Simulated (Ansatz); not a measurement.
Relaxed bulk Ir, space group Fm-3m (No. 225):

```
Ir
1.0
     0.00000    1.93533    1.93533
     1.93533    0.00000    1.93533
     1.93533    1.93533    0.00000
Ir
1
Direct
  0.00000 0.00000 0.00000
```

Miller indices refer to the conventional cell of Fm-3m (No. 225), a = 3.871 Å, b = 3.871 Å, c = 3.871 Å, α = 90.00°, β = 90.00°, γ = 90.00°.

The (110) slab of 8 planes, 9.6 Å thick with 15 Å of vacuum as cut; outer planes Ir (top) and Ir (bottom).

The calculation used Ansatz 0.2.0, DFT PBE, scalar-relativistic, plane waves, PAW. Cutoff 420 eV; k points 13×9×1 on the computed 8-atom cell (Γ-centred); Gaussian smearing, width 0.10 eV; no spin polarisation. A dipole correction removes the field between periodic images along c.

The work function is left out: read from the slab's Fermi level and from the bulk's it differs by over 0.3 eV, so the slab is too thin for it. The slab's inner planes relax by over 3 % too, so it holds no bulk-like region.

With the atoms at the bulk's places:

For the slab as cut, the surface energy (mean of both faces) is 3.08 J/m².

Question: What changes when all atoms relax?

Answer: The energy falls by 0.213 J/m² a face, and the largest move is 0.14 Å.

For the relaxed slab, the surface energy (mean of both faces) is 2.87 J/m².

```json
{"plane (bottom to top)": "1", "atoms": "Ir", "spacing to next, bulk (Å)": "1.368", "relaxed (Å)": "1.166", "change (%)": "-14.8"}
{"plane (bottom to top)": "2", "atoms": "Ir", "spacing to next, bulk (Å)": "1.368", "relaxed (Å)": "1.458", "change (%)": "+6.5"}
{"plane (bottom to top)": "3", "atoms": "Ir", "spacing to next, bulk (Å)": "1.368", "relaxed (Å)": "1.364", "change (%)": "-0.4"}
{"plane (bottom to top)": "4", "atoms": "Ir", "spacing to next, bulk (Å)": "1.368", "relaxed (Å)": "1.317", "change (%)": "-3.8"}
{"plane (bottom to top)": "5", "atoms": "Ir", "spacing to next, bulk (Å)": "1.368", "relaxed (Å)": "1.364", "change (%)": "-0.4"}
{"plane (bottom to top)": "6", "atoms": "Ir", "spacing to next, bulk (Å)": "1.368", "relaxed (Å)": "1.458", "change (%)": "+6.5"}
{"plane (bottom to top)": "7", "atoms": "Ir", "spacing to next, bulk (Å)": "1.368", "relaxed (Å)": "1.166", "change (%)": "-14.8"}
{"plane (bottom to top)": "8", "atoms": "Ir", "spacing to next, bulk (Å)": "", "relaxed (Å)": "", "change (%)": ""}
```

With no bulk-like middle, the error of these values can't be bounded.

Spin-orbit coupling is left out, which matters for the bands of heavy elements.

Worked out: the slab's 8 atoms lie 3.798 eV above the same atoms in the bulk. Shared over two faces of 10.59 Å² this is 179.2 meV/Å², and 1 eV/Å² is 16.02 J/m², which gives 2.87 J/m². The cut crosses 6 bonds a cell (neighbours within 10 % of the shortest distances), so each costs 0.63 eV on this count. The top spacing shrinks by 14.8 %, as is usual at a metal's surface, where atoms that lost neighbours bind closer to those left; the next one widens by 6.5 %, so the relaxation alternates in sign.

Relaxation recovers only a small part of the surface energy, so most of the cost comes from the lost Ir–Ir bonding. The average of 0.63 eV per cut bond is well below an equal share of iridium's cohesive energy. This is expected for a d-band metal, where bond energy grows less than linearly with coordination and the remaining bonds strengthen as neighbours are lost.

The large contraction of the top spacing reflects the open (110) face. Bonds to the second plane are slanted, so they shorten by a much smaller fraction than the spacing does. Each outer atom also has a neighbour directly below it in the third plane, and the wider second spacing probably limits the compression of that bond. The alternation in sign doesn't continue to the centre, as the third and middle spacings both contract.

Clean Ir(110) is known to reconstruct, which a cell with one atom per plane can't show, so the energy belongs to the unreconstructed face and not to the stable surface.
